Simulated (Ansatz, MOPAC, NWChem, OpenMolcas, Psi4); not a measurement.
How methods differ on CH3BCl (SMILES C[B]Cl)

CH3BCl, doublet, SMILES `C[B]Cl`. Each level relaxes the structure for itself.

Quantity: the zero-point energy at each level's own minimum, in kJ/mol. The values are calculated.

```
                               level            kind     program  value (kJ/mol)
                                 AM1  semi-empirical       MOPAC           103.9
                                 PM6  semi-empirical       MOPAC            93.3
                             PM6-DH+  semi-empirical       MOPAC            93.3
                             PM6-DH2  semi-empirical       MOPAC            94.7
                           UHF/3-21G    Hartree–Fock  OpenMolcas           109.7
    UHF/6-31G* (spherical functions)    Hartree–Fock      NWChem           109.9
    UHF/6-31G* (Cartesian functions)    Hartree–Fock  OpenMolcas           110.0
              UB3LYP-D3(BJ)/6-311G**   global hybrid      NWChem           102.6
                  UPBE0-D4/def2-TZVP   global hybrid      Ansatz           103.1
UPBE0-D4/def2-TZVP (density fitting)   global hybrid        Psi4           103.0
```

Harmonic and unscaled. The values span 93.3 to 110.0 kJ/mol.

The zero-point energy separates by electronic-structure treatment more than by basis set. The three Hartree–Fock values lie at 109.7 to 110.0 kJ/mol, above the hybrid functionals at 102.6 to 103.1 kJ/mol. Hartree–Fock lacks the correlation that admits antibonding character into the wavefunction, so its bonds are typically too short and too stiff. In a molecule this small the methyl C–H stretches and bends supply most of the zero-point energy, and a modest stiffening of them shifts the total visibly.

The semi-empirical methods do not move together: AM1 falls close to the hybrids, while the PM6 family lies well below them. PM6-DH+ reproduces PM6, but PM6-DH2 is higher, although dispersion and hydrogen-bond corrections should hardly alter the stiff modes of a single small radical; the soft methyl torsion is a possible source of the difference. AM1's closeness to the hybrids does not establish a comparable force field, since errors in individual modes can cancel in the sum.
